**Q:** I pull on a SiGe crystal with 3 GPa from all sides, which the table writes as −3, and then squeeze it with 3 GPa. The computed band gap comes out almost the same. Does pressure hardly matter to this gap near zero?

Wurtzite-type SiGe (4 atoms per cell), relaxed under hydrostatic pressure with its symmetry kept. Changes are relative to the cell relaxed at zero pressure (a = 3.901 Å, c = 6.443 Å, 21.22 Å³ per atom); gaps are those on the k mesh. Ansatz 0.2.0, DFT with PBEsol, plane-wave PAW, scalar-relativistic, no spin polarisation, cutoff 420 eV, Γ-centred k mesh, Gaussian smearing.

```tsv
applied pressure (GPa)	k mesh	smearing width	volume change (%)	a change (%)	c change (%)	energy change (meV/atom)	band gap (eV)
-3	12×12×6	0.02 eV	4.15	1.36	1.37	8.6	0.296
3	12×12×6	0.02 eV	-3.38	-1.15	-1.11	6.5	0.288
8	12×12×6	0.01 eV	-7.89	-2.76	-2.58	38.8	0.199
15	12×12×6	0.01 eV	-12.79	-4.57	-4.24	112.4	0.086
30	12×12×6	0.01 eV	-20.27	-7.50	-6.80	330.2	0.000
60	12×12×8	0.1 eV	-29.73	-11.94	-9.38	878.9	0.000
```

**A:** It matters, but your two rows sit on opposite sides of a maximum. The same calculation at zero pressure gives a gap of 0.35 eV, which is 50 to 60 meV above both of them. A slope drawn straight from −3 to 3 GPa would be close to nothing. Between 0 and 3 GPa the gap in fact falls by about 20 meV per GPa.

**Q:** Why should stretching and squeezing both make it smaller?

**A:** The gap runs from the top of the filled bands to the lowest empty state, and here two empty states compete for the lowest place. At −3 GPa the winner lies at Γ, the centre of the Brillouin zone, where the top of the filled bands lies too, so the gap is direct. At zero pressure and at 3, 8 and 15 GPa the winner is a state at M, at the centre of a side face of the zone, and the gap is indirect.

Pressure moves the two in opposite directions, measured from the top of the filled bands. The M state comes down from 0.35 eV at zero pressure to 0.09 eV at 15 GPa. Over the same range the smallest direct gap rises from 0.40 to 0.82 eV, and the Γ state must lie at least that high. Pulling therefore lowers the Γ state, squeezing lowers the M state, and the gap follows whichever is lower. If the smallest direct gap at zero pressure is that same Γ state, it rises by about 36 meV per GPa while the M state falls by about 20. The 56 meV between them at zero pressure would then vanish near −1 GPa, which is roughly where the maximum should lie.

**Q:** What makes one empty state rise and the other sink?

**A:** The outputs don't list the orbital make-up of these states, so this part rests on what is known of related semiconductors. An empty state with much antibonding s character has a node between neighbouring atoms. Shorter bonds make that node more costly, and the state rises. Other valleys, such as silicon's, keep more of their charge in the open spaces of the lattice and lack this strong upward push. Measured from the top of the filled bands, they are known to sink slightly.

Ordinary silicon and germanium show both kinds. Silicon's gap ends in a valley of the second kind and shrinks under pressure, while germanium's ends in one of the first kind and at first grows. The Γ state here is expected to be a relative of that germanium valley, which lies at L: the wurtzite cell repeats after two layers along its axis, and this folds one of the cubic L valleys onto Γ. For a neighbouring material, then, ask first which valley is lowest.

**Q:** Between 8 and 15 GPa the gap falls by only 16 meV per GPa. Is the M state becoming less sensitive?

**A:** No, the crystal is becoming harder to compress. For each percent of the starting volume that is removed, the gap falls by 17 meV at first and by 23 meV between 8 and 15 GPa. Each further GPa simply removes less volume, because repulsion between the atoms grows steeply as they approach. To compare materials of different stiffness, plot the gap against volume as well as against pressure.

**Q:** If squeezing meets more resistance, it should also cost more energy than pulling with the same 3 GPa.

**A:** It costs less: 6.5 meV per atom against 8.6 meV for pulling. You have fixed the load, not the distance. Under equal loads the softer spring gives way further and stores more energy, and the stretched crystal is the softer one.

A linear spring makes this quantitative. The load grows evenly from zero to its final value, so its average is half the pressure $P$, and the work is

$$E \approx \tfrac12\,|P\,\Delta V|,$$

where $\Delta V$ is the change in volume per atom. At 3 GPa, 3.38 % of 21.22 Å³ is 0.72 Å³. Half of 3 GPa times 0.72 Å³ is 1.08 GPa Å³, and since 1 eV/Å³ is about 160 GPa, this makes 6.7 meV.

The estimate has no adjustable constant, but it takes the volume change from the calculation. It is 3 % above the computed energy at 3 GPa, 4 % below it at −3 GPa and 34 % above it at 60 GPa. A real crystal gives way most at the start of a squeeze, while the load is still small, so a linear spring overstates the work. The output printed below gives the comparison for every row.

**Q:** The gap is zero at 30 and at 60 GPa. Are these two rows equally metallic?

**A:** The printed zero hides a large difference. Once the lowest empty state has sunk below the top of the filled bands, the bands overlap, by 0.12 eV at 30 GPa and by 0.96 eV at 60 GPa. The outputs don't say whether that state is still the one at M. Up to 30 GPa the trend fits it: the fall slows further, to 14 meV per GPa. From 30 to 60 GPa the fall doubles to 28 meV per GPa although the crystal keeps stiffening, so something else has probably changed by then. The gap thus closes somewhere between 15 and 30 GPa in this calculation.

I wouldn't run one smooth curve through the last row. Its cell has changed shape: $c$, the edge along the hexagonal axis, has shrunk much less than $a$, the edge across it. The ratio $c/a$ is 1.70, against 1.66 at 30 GPa. The k mesh and the smearing differ there too, and without the final atomic positions we don't know whether each atom still has four neighbours.

**Q:** Which digits would survive a change of settings?

**A:** For the gap, trust the fall at high pressure more than the closing pressure or the exact place of the maximum. At zero pressure the smallest direct gap is only 0.06 eV above the indirect one, and another functional may shift the two empty states by different amounts. A finer k mesh could find band edges between the sampled points, which would make the gap smaller. A functional such as PBEsol typically gives gaps too small by some tenths of an eV, so a better method could well reopen the gap at 30 GPa. Spin–orbit coupling, which is left out, would raise the top of the filled bands and take back part of that. The smearing at 30 GPa is narrow for a metal on this k mesh, but the overlap there is a difference of two band energies that continues the trend of the rows below, so the smearing is probably a minor worry for it.

For the shape, ignore the last digit at −3 and 3 GPa. The changes of $a$ and $c$ differ there by 0.04 percentage points at most, and the small uneven stress left after relaxation could shift that difference by as much. In both rows this stress loads $c$ slightly more than $a$, so it probably hides part of a real difference. From 8 GPa upwards $c$ clearly shrinks less than $a$.

**Q:** Would a sample in a press turn metallic because these bands overlap?

**A:** Probably something else would happen first. Silicon and germanium themselves give up their fourfold structure for a denser, metallic one at roughly 10 GPa. The calculation kept the symmetry of the wurtzite type and compared it with no other structure, so it had no way to show such a change. Read the rows from 15 GPa upwards as the answer to a narrower question: what the bands would do if the crystal held its symmetry.

Printed output of the fit:

```
Gap at 0 GPa less gap at -3 GPa (meV): 51.06
Gap at 0 GPa less gap at 3 GPa (meV): 59.06
Rise of smallest direct gap from -3 to 0 GPa (meV): 107.6
Rise of smallest direct gap from 0 to 15 GPa (meV): 412.4
Fall of indirect gap from 0 to 15 GPa (meV): 261.1
Direct less indirect gap at 0 GPa (meV): 56.49
Direct less indirect gap at 15 GPa (meV): 730
Fall of gap from 0 to 3 GPa (meV per GPa): 19.69
Fall of gap from 8 to 15 GPa (meV per GPa): 16.14
Fall of gap from 0 to 3 GPa (meV per percent of starting volume): 17.47
Fall of gap from 8 to 15 GPa (meV per percent of starting volume): 23.06
Volume change at -3 GPa over that at 3 GPa, sizes only: 1.228
Energy cost at -3 GPa over that at 3 GPa: 1.323
Gap with overlap, shape and stiffness:
  row  gap or minus overlap (eV)    c/a  c change less a change (points)  bulk modulus since previous row (GPa)
   -3                      0.296  1.652                             0.01                                    n/a
    3                      0.288  1.652                             0.04                                  79.99
    8                      0.199  1.655                             0.18                                  104.6
   15                      0.086  1.657                             0.33                                  128.1
   30                    -0.1237  1.664                              0.7                                  167.4
   60                    -0.9574    1.7                             2.56                                  237.8
Spring estimate of the energy cost:
  row  estimate (meV/atom)  computed (meV/atom)  estimate over computed
   -3                8.247                  8.6                  0.9589
    3                6.717                  6.5                   1.033
    8                41.81                 38.8                   1.078
   15                127.1                112.4                   1.131
   30                402.8                330.2                    1.22
   60                 1182                878.9                   1.344
```
